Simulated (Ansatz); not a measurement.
A series in volume scale on Ga

Plane-wave DFT, scalar-relativistic PAW made under PBE with cores redone for the functional, no dispersion; the given relaxed cell is scaled uniformly, energy at zero smearing counts from the unscaled cell, pressure at the given Fermi-Dirac smearing is positive in compression. The results are calculated, by Ansatz 0.2.0.

The cell before it is scaled or strained (space group P6/mmm, No. 191):
```
Ga
1.0
      4.5517     0.0000     0.0000
     -2.2758     3.9419     0.0000
      0.0000     0.0000     2.9184
Ga
3
Direct
  0.00000 0.00000 0.00000
  0.33333 0.66667 0.50000
  0.66667 0.33333 0.50000
```

Settings of every row: spin polarised no; functional LDA; wave cutoff 420 eV; smearing width 0.1 eV; k mesh 9x9x12.

Atom starting moment: 0 on all atoms.

Limits: the cell comes from a prototype or a list of computed structures and needn't be the stable phase.

| row | volume scale | V (Å³/atom) | pressure (GPa) | energy change per atom (meV) |
| --- | --- | --- | --- | --- |
| 1 | 0.88 | 15.36 | 11.13 | 63.46 |
| 2 | 0.92 | 16.058 | 6.52 | 25.87 |
| 3 | 0.96 | 16.756 | 2.92 | 6.01 |
| 4 | 1.04 | 18.152 | -2.15 | 4.85 |
| 5 | 1.08 | 18.851 | ? | ? |
| 6 | 1.12 | 19.549 | -5.3 | 38.55 |

Question: what pressure and energy change per atom should row 5 give?

Worked fit of pressure. Take u = (V_r/V)^(2/3) − 1 with V_r = 16.756 Å³ an atom, which is twice the finite (Eulerian) strain; such expansions in the strain, on which the Birch-Murnaghan equation of state is built, carry the rest volume and the bulk modulus. The shown rows have u = 0.05971, 0.02877, 0, -0.05195, -0.09767. Least squares give pressure = 2.943 + 116.61 × u + 332.8 × u² GPa; a straight line predicts inner rows, each left out in turn, worse (root mean square 0.94 against 0.088 GPa). The rows lie off it by 0.04, -0.05, -0.02, 0.07, -0.03 (root mean square 0.045 GPa). The withheld row has u = -0.07553, so the fit gives 2.943 + 116.61 × (-0.07553) + 332.8 × (-0.07553)² = -3.97 GPa.

The calculation gave -3.91 GPa. The fit lies 0.06 GPa (1.5 % of the value, 0.37 % of the column's range) below it; its largest miss of a shown row is 0.07 GPa.

Worked fit of energy change per atom. Take u = (V_r/V)^(2/3) − 1 with V_r = 16.756 Å³ an atom, which is twice the finite (Eulerian) strain; such expansions in the strain, on which the Birch-Murnaghan equation of state is built, carry the rest volume and the bulk modulus. The shown rows have u = 0.05971, 0.02877, 0, -0.05195, -0.09767. Least squares give energy change per atom = 6.257 + 464.24 × u + 8167.8 × u² meV; a straight line predicts inner rows, each left out in turn, worse (root mean square 23 against 0.87 meV). The rows lie off it by 0.36, -0.50, -0.25, 0.67, -0.28 (root mean square 0.44 meV). The withheld row has u = -0.07553, so the fit gives 6.257 + 464.24 × (-0.07553) + 8167.8 × (-0.07553)² = 17.79 meV.

The calculation gave 18.28 meV. The fit lies 0.49 meV (2.7 % of the value, 0.84 % of the column's range) below it; its largest miss of a shown row is 0.67 meV.
